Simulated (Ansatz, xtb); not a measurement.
**Ligand exchange: SnH3Br + SiH3(SiH3) → SiH3(SnH3) + SiH3Br**

Species: SnH3Br `[Br][SnH3]`, singlet; SiH3(SiH3), singlet; SiH3(SnH3), singlet; SiH3Br `[SiH3]Br`, singlet. The partners trade Br for SiH3: Sn–Br and Si–SiH3 bonds give way to Sn–SiH3 and Si–Br.

Shapes, held fixed at every level: PBE0-D4/def2-TZVP. Programs: Ansatz 0.2.0, xtb 6.7.1, xtb 6.7.1 later snapshot. The zero-point and thermal change to 298 K, harmonic and unscaled (PBE0-D4/def2-TZVP), is +0.8 kJ/mol.

```json
{"level": "GFN2-xTB", "kind": "semi-empirical", "ΔH(298 K) (kJ/mol)": "-66.1", "less CCSD(T)/def2-TZVPP": "-54.6"}
{"level": "HF/def2-SVP", "kind": "Hartree–Fock", "ΔH(298 K) (kJ/mol)": "-3.1", "less CCSD(T)/def2-TZVPP": "+8.4"}
{"level": "HF/def2-TZVPP", "kind": "Hartree–Fock", "ΔH(298 K) (kJ/mol)": "-2.6", "less CCSD(T)/def2-TZVPP": "+8.9"}
{"level": "r2SCAN-D4/def2-TZVPP", "kind": "meta-GGA", "ΔH(298 K) (kJ/mol)": "-7.2", "less CCSD(T)/def2-TZVPP": "+4.3"}
{"level": "wB97X-V/def2-TZVPP", "kind": "range-separated hybrid", "ΔH(298 K) (kJ/mol)": "-6.5", "less CCSD(T)/def2-TZVPP": "+5.0"}
{"level": "MP2/def2-SVP", "kind": "perturbation theory", "ΔH(298 K) (kJ/mol)": "-6.3", "less CCSD(T)/def2-TZVPP": "+5.2"}
{"level": "CCSD(T)/def2-SVP", "kind": "coupled cluster or CI", "ΔH(298 K) (kJ/mol)": "-4.6", "less CCSD(T)/def2-TZVPP": "+6.9"}
{"level": "CCSD/def2-TZVPP", "kind": "coupled cluster or CI", "ΔH(298 K) (kJ/mol)": "-11.2", "less CCSD(T)/def2-TZVPP": "+0.3"}
{"level": "CCSD(T)/def2-TZVPP", "kind": "coupled cluster or CI", "ΔH(298 K) (kJ/mol)": "-11.5", "less CCSD(T)/def2-TZVPP": "0.0"}
```

The highest level, CCSD(T)/def2-TZVPP, gives ΔH(298 K) = -11.5 kJ/mol; the levels span -66.1 to -2.6. The column of differences is taken from that level and isn't an error. No measured value is set beside it here. For atoms past krypton def2 sets carry core potentials with scalar relativity. Relativity is left out for Br unless named. Correlated rows may include outer-core shells of Br, Sn, which these sets cover unevenly.

Every level makes the exchange exothermic, but apart from GFN2-xTB only mildly so, as expected when one polar and one nonpolar bond are each exchanged for another of the same type. Bromine's preference for silicon probably drives it: the shorter Si–Br bond has better overlap and a stronger ionic contribution than Sn–Br, which outweighs the cost of replacing Si–Si with the weaker Si–Sn bond.

Hartree–Fock barely responds to the larger basis, whereas CCSD(T) moves from -4.6 to -11.5 kJ/mol, so the basis sensitivity lies in the correlation energy. Triples hardly matter in the larger basis, but that agreement doesn't show basis convergence. The direction is therefore better supported than the magnitude, and the gap between the density functionals and CCSD(T) can't be read as functional error alone. The GFN2-xTB value of -66.1 kJ/mol is out of line with all the others and probably reflects unbalanced element parameters rather than bonding. The enthalpy says nothing about how readily the exchange would occur.
